**Problem.** In a transverse magnetic focusing device, two point contacts a distance $L=3000$ nm apart open into a strictly two-dimensional, spin-degenerate GaAs electron gas. Typical inputs are $m^*=0.067\,m_e$, $\epsilon=12.9$ and $n=3.0\times10^{-3}$ nm$^{-2}$; $L$ is assumed. With $\hbar/\tau\equiv2|\mathrm{Im}\,\Sigma|$ in on-shell RPA, find $\tau$ and the unscattered fraction $P=e^{-t/\tau}$ at the first focusing peak for (a) $\xi=E-E_F=1.0$ meV, $T=0$, and (b) $\xi=0$, $T=4.2$ K. Include the terms beyond the leading logarithm.

**Scales.** $k_F=\sqrt{2\pi n}=0.1373$ nm$^{-1}$, $E_F=\hbar^2k_F^2/2m^*=10.72$ meV, $a^*=\epsilon a_0m_e/m^*=10.19$ nm, $q_{TF}=2/a^*$, $\kappa=q_{TF}/2k_F=0.715$, $k_BT=0.362$ meV.

**Flight.** The cyclotron diameter equals $L$, so $B=2\hbar k/eL$ with $k=k_F\sqrt{1+\xi/E_F}$, and $t=\pi m^*/eB$ along a path $\pi L/2=4712$ nm. (a) $B=63.0$ mT, $t=19.0$ ps. (b) $B=60.2$ mT, $t=19.9$ ps. The cyclotron energy, $0.11$ meV in (a), lies well below $\xi$ and $\pi k_BT$, so zero-field rates are used.

**Rate.** Let $\omega$ be the energy transfer, $x=q/2k_F$ and $N_0=m^*/\pi\hbar^2$. For $|\omega|/4E_F\ll x$ and away from $x=1$,
$$-\mathrm{Im}\chi_0=\frac{N_0\,\omega}{4E_Fx\sqrt{1-x^2}},\qquad N_0W=w(x)=\frac{\kappa}{x+\kappa}.$$
The angular integral over the energy delta function gives $2/(\hbar v_Fq\sqrt{1-x^2})$. Hence
$$\frac{\hbar}{\tau}=\frac{1}{2\pi E_F}\int d\omega\,\omega\,[n_B(\omega)+n_F(\omega-\xi)]\int\frac{w^2\,dx}{x(1-x^2)}.$$
The $\omega$ integral alone is $(\xi^2+\pi^2k_B^2T^2)/2$. The $x$ integral is logarithmic at both ends, where all four momenta are collinear. At $x\to0$, $w=1$ and $e^2$ cancels, giving
$$\frac{\hbar}{\tau}\simeq\frac{\xi^2}{4\pi E_F}\ln\frac{E_F}{|\xi|}\;\;(T=0),\qquad\frac{\hbar}{\tau}\simeq\frac{\pi}{4}\frac{(k_BT)^2}{E_F}\ln\frac{E_F}{k_BT}\;\;(\xi=0).$$
The second rate adds in- and out-scattering; out-scattering alone is half of it. At $x\to1$ (backscattering) the logarithm has weight $b=w(1)^2/2=0.0869$, which does depend on $e^2$. The full RPA coefficient is $1+b=1.087$.

**Constant.** For $x\sim\omega/4E_F\ll\kappa$ and $u=\omega/4E_Fx<1$, dynamic screening gives $-N_0\mathrm{Im}W=u\sqrt{1-u^2}$. The root cancels the angular factor $1/\sqrt{1-u^2}$, so $\int dx/x$ starts sharply at $|\omega|/4E_F$. Near $x=1$, with $\delta=1-x$, the two edge singularities give $\tfrac12\int^\Lambda d\delta/\sqrt{(\delta+a_1)(\delta+a_2)}=\tfrac12\ln(4\Lambda/|a_1-a_2|)$. Here $|a_1-a_2|=2|r|/4E_F$, and $r$ is the scattered electron's final energy minus its partner's initial energy. Both $\omega$ and $r$ have weight $\propto y$ on $(0,1)$ in (a) and $\propto y/\sinh y$ in (b), in units of $\Delta=\xi$ or $k_BT$. Thus $\langle\ln|y|\rangle=-1/2$ or $+0.084$. Each logarithm above becomes
$$\mathcal L=(1+b)\ln\frac{E_F}{\Delta}+C,\qquad C=(1+b)(\ln4-\langle\ln|y|\rangle)+b\ln2+M,$$
$$M=\int_0^1\!dx\left[\frac{w^2}{x(1-x^2)}-\frac1x-\frac{b}{1-x}\right]=-1.42,$$
so $C=0.69$ in (a) and $0.06$ in (b).

**Numbers.** The prefactors are (a) $7.42$ µeV and (b) $9.60$ µeV, and $\hbar=658$ µeV ps. Values are carried unrounded.

| case | $\mathcal L$ | $\hbar/\tau$ (µeV) | $\tau$ (ps) | $P$ |
|---|---|---|---|---|
| (a) forward logarithm | 2.37 | 18 | 37 | 0.60 |
| (a) with $b$, $C$ | 3.27 | 24 | 27 | 0.50 |
| (b) forward logarithm | 3.39 | 33 | 20 | 0.37 |
| (b) with $b$, $C$ | 3.74 | 36 | 18 | 0.34 |

The $e^2$-free logarithm falls short of the corrected rate by 27 % in (a) and 9 % in (b). The remaining RPA terms are of relative order $\xi/E_F=0.09$ in (a), so the second figure is uncertain.

**Limits.** Exchange lies outside RPA and is of comparable size. For equal spins, half of all partners, the direct $w(q)^2$ loses $w(q)w(q')$, with $q'$ the exchanged transfer. The forward logarithm splits equally between parallel partners ($q'\to0$) and antiparallel ones ($q'\to2k_F$), and backscattering, of weight $1/2$, has $q'\to0$. The coefficient drops by $\tfrac14+\tfrac14w(1)+\tfrac14w(1)=0.46$, from $1.087$ to $0.63$. Well thickness, disorder and phonons are ignored. Some electrons scattered through small angles still reach the collector, so $P$ is not the peak height. The model's RPA answers are $\tau\approx27$ ps, $P\approx0.5$ in (a) and $\tau\approx18$ ps, $P\approx0.3$ in (b).